**Guessing a CdSe band gap from the shape of the exchange functional**

Change only the density functional in a calculation of wurtzite CdSe, and the band gap moves by more than half an electronvolt. The atoms stay in place, so the change comes from the electronic description and not from the crystal structure. The practical question is whether the formula of a functional tells where its gap will fall before the calculation is run. The case to decide is WC, a functional of the generalised-gradient (GGA) type.

Band gaps of wurtzite CdSe at one fixed geometry, from PAW density-functional calculations with GPAW 26.7.0 and a 600 eV plane-wave cutoff. The self-consistent runs use a 5×5×3 k mesh and Fermi–Dirac smearing of 0.05 eV, and spin–orbit coupling is added afterwards in every row. The band path is Γ–M–K–Γ–A–L–H–A, L–M and K–H.

```
functional                                           potentials  gap on path (eV)  direct gap on path (eV)
    revPBE                 GPAW PAW data sets (gpaw data 1.2.1)             0.702                    0.702
     M06-L                 GPAW PAW data sets (gpaw data 1.2.1)             1.010                    1.010
    PBEint  PAW data sets made by gpaw setup for the functional             0.546                    0.546
        WC  PAW data sets made by gpaw setup for the functional                 ?                        ?
     mBEEF                 GPAW PAW data sets (gpaw data 1.2.1)             1.254                    1.254
   revTPSS                 GPAW PAW data sets (gpaw data 1.2.1)             0.771                    0.771
 vdW-DF-cx                 GPAW PAW data sets (gpaw data 1.2.1)             0.509                    0.509
```

The column "gap on path" is the smallest energy between filled and empty states along the band path. "Direct gap on path" is the smallest such energy without a change of crystal momentum. The two agree in every known row. "Potentials" names the data sets that describe the atomic cores.

**Two rows that set the scale**

PBEint and revPBE belong to the same family, yet revPBE gives a gap 0.156 eV wider. Both multiply the exchange energy of a uniform electron gas by an enhancement factor $F(s)$. The variable $s$ measures how fast the electron density changes over the distance that is natural for that density. Where the density is nearly uniform, $s$ is small and $F$ is close to one. At $s = 1$, a typical value among valence electrons, $F$ is 1.119 for PBEint and 1.187 for revPBE.

A stronger enhancement can change the gap because the two edges of the gap are different kinds of state. In CdSe the valence top is mainly selenium p, while the conduction bottom is largely s-like and reaches close to the nuclei. The two states therefore sample regions with different density gradients. This is the standard picture of such semiconductors; the table holds only the resulting gaps.

A sodium atom shows the principle in a simpler setting. Its outer 3s electron penetrates the core more than a 3p electron does, so a change of potential near the core shifts the two levels by different amounts. The analogy explains why s and p levels respond differently. It gives neither the sign nor the size of the effect in CdSe, where the states spread over two kinds of atom.

**From enhancement to gap**

To first order, a small change of potential shifts each level by the average of that change over the level's own density. The gap shifts by the difference between the two averages. If functionals differ only in the strength of one common correction, the gap must then change linearly with that strength. The value $F(1)$ serves here as the measure of strength.

A straight line was fitted to the three known rows with GGA-type exchange: vdW-DF-cx, PBEint and revPBE. Two constants on three points make a ruler for interpolation, not a test of the mechanism. The model also ignores differences in correlation, which matter most for vdW-DF-cx, and in core data, since PBEint uses a different kind of set from the other two rows. With gap $E_g$ in eV, the line is

$$E_g = -1.821 + 2.124\,F(1).$$

For WC, which was not part of the fit, $F(1) = 1.138$. The product $2.124 \times 1.138$ is 2.417, and subtracting 1.821 leaves 0.596 eV. An increase of 0.01 in $F(1)$ thus widens the gap by about 0.02 eV on this line.

The choice of $s = 1$ is open to doubt, and it supplies the error bar. Interpolating between PBEint and revPBE with $F$ taken at $s = 0.5$ gives 0.66 eV, and at $s = 2$ it gives 0.53 eV. A small allowance for correlation and core data widens this range slightly.

The forecast for WC is therefore **0.60 eV, with a range of 0.52 to 0.68 eV**. The gap should be direct and most likely lie between those of PBEint and revPBE.

The withheld rows as computed:

```
functional                                           potentials  gap on path (eV)  direct gap on path (eV)
        WC  PAW data sets made by gpaw setup for the functional             0.416                    0.416
```

**Why the forecast missed**

The computed WC gap is 0.416 eV, so the forecast is too high by 0.18 eV. That error exceeds the whole step from PBEint to revPBE, and the value lies well outside the stated range. The predicted order fails as well, because WC falls below PBEint and even below vdW-DF-cx. Only the forecast of a direct gap holds: both gap columns of the WC row give 0.416 eV.

The weak point in the reasoning is the assumption of one common correction. Electrons respond to the exchange potential, which is the derivative of the exchange energy with respect to the density. That potential contains the slope and curvature of $F$ as well as its height. Two functionals with similar values of $F$ can therefore act differently on the same state.

WC has just such a difference in shape. Its formula contains a term proportional to $s^2 e^{-s^2}$, which has its maximum at $s = 1$. There the term adds height to $F$ but no slope, so WC lies above PBEint at that point and yet rises less steeply. The ruler counted the height and was blind to the slope.

This shows why the model could fail, but it does not establish the cause of the low gap. At $s = 0.5$ the order of the slopes is reversed, and the crystal contains a whole range of $s$. The error bar had the same blind spot: it varied the place where the height was read, but never asked whether height was the right quantity.

The core data are a second possible cause. WC and PBEint each use a data set made for the functional, whereas the other rows use standard sets. A difference between two separately generated sets could shift the s-like conduction bottom and look like an effect of the functional. The table cannot separate this from the effect of the shape of $F$, or from that of a different correlation part.

**What survives the miss**

Among the four GGA-type rows, revPBE has both the largest $F(1)$ and the widest gap. Below it, the order by $F(1)$ no longer gives the order of the gaps. In these four rows, the enhancement factor at one point picks out the widest gap but does not rank the three more similar functionals.

The next class, the meta-GGAs, also uses the kinetic-energy density of the electrons. All three examples give wider gaps than revPBE, but revTPSS is only 0.069 eV above it, while mBEEF is another 0.483 eV higher. The extra ingredient lets the potential act differently on different orbitals, and the computed gap can then include part of the jump in potential that occurs when an electron is added. Theory allows this widening, but revTPSS shows that the ingredient alone does not guarantee a large one. The core data sets of these three rows were not generated with meta-GGAs, and the effect of that on the gaps is untested.

**What to do with such gaps**

Before blaming or praising WC, run WC and PBEint again with one common core data set, then exchange the sets. If the gap follows the data set, the core description is at fault. If it follows the functional, the cause lies in the formula, either in the shape of $F$ or in the correlation part that goes with it. This check matters more here than refining a line through three points.

Spin–orbit coupling is a smaller concern for the comparison. In the six rows with a gap also computed without it, all but vdW-DF-cx, it lowers the gap by about 0.12 eV each time. It therefore does not create the order of those six, and it does not explain why WC falls below PBEint. The three meta-GGA rows use a reduced treatment that leaves the exchange–correlation potential out of the spin–orbit term. The makers of the data found in tests on other systems that spin–orbit splittings come out too wide with this method; these runs neither report nor test such an error. If it occurs here too, the valence top is pushed up too far and the absolute gaps are somewhat too small.

The order also belongs to this fixed cell. The same calculations give a pressure of 4.3 GPa for revPBE and 1.0 GPa for PBEint, so revPBE would expand the crystal more if the cell were relaxed. Expansion narrows the gap of CdSe, and part of revPBE's lead would probably disappear. A comparison meant for relaxed material needs the cell optimised with each functional.

None of these values should be taken as the measured absorption edge of CdSe. Even mBEEF, the widest, reaches only about 74% of a measured gap of roughly 1.7 eV, a rough recalled value. Semilocal functionals commonly underestimate such gaps, and a wider result is not by itself evidence of a better description. The output printed below gives the fit and the comparisons behind these estimates.

Printed output of the fit:

```
Enhancement at s of 1, vdW-DF-cx: 1.094
Enhancement at s of 1, PBEint: 1.119
Enhancement at s of 1, WC: 1.138
Enhancement at s of 1, revPBE: 1.187
fit of g on 3 rows (gga): constant -1.821 +/- 0.2, coefficient of F1 2.124 +/- 0.17; rms 0.00678, worst PBEint 0.00926, leave-one-out rms 0.0351
  rows outside the fit (model, value, miss): M06-L 0.6995, 1.01, -0.31; WC 0.5964, 0.416, 0.18; mBEEF 0.6995, 1.254, -0.554; revTPSS 0.6995, 0.771, -0.0715
WC gap if s of 0.5 counts, between PBEint and revPBE (eV): 0.6631
WC gap if s of 2 counts, from the same two rows (eV): 0.5324
revPBE gap less PBEint gap (eV): 0.156
PBEint gap less vdW-DF-cx gap (eV): 0.037
revTPSS gap less revPBE gap (eV): 0.069
M06-L gap less revTPSS gap (eV): 0.239
mBEEF gap less revTPSS gap (eV): 0.483
Spin-orbit lowering of the gap, revPBE (eV): 0.122
Spin-orbit lowering of the gap, M06-L (eV): 0.1207
Spin-orbit lowering of the gap, PBEint (eV): 0.1228
Spin-orbit lowering of the gap, mBEEF (eV): 0.1228
mBEEF gap as share of rough measured 1.7 eV (percent): 73.76
vdW-DF-cx gap as share of rough measured 1.7 eV (percent): 29.94
```
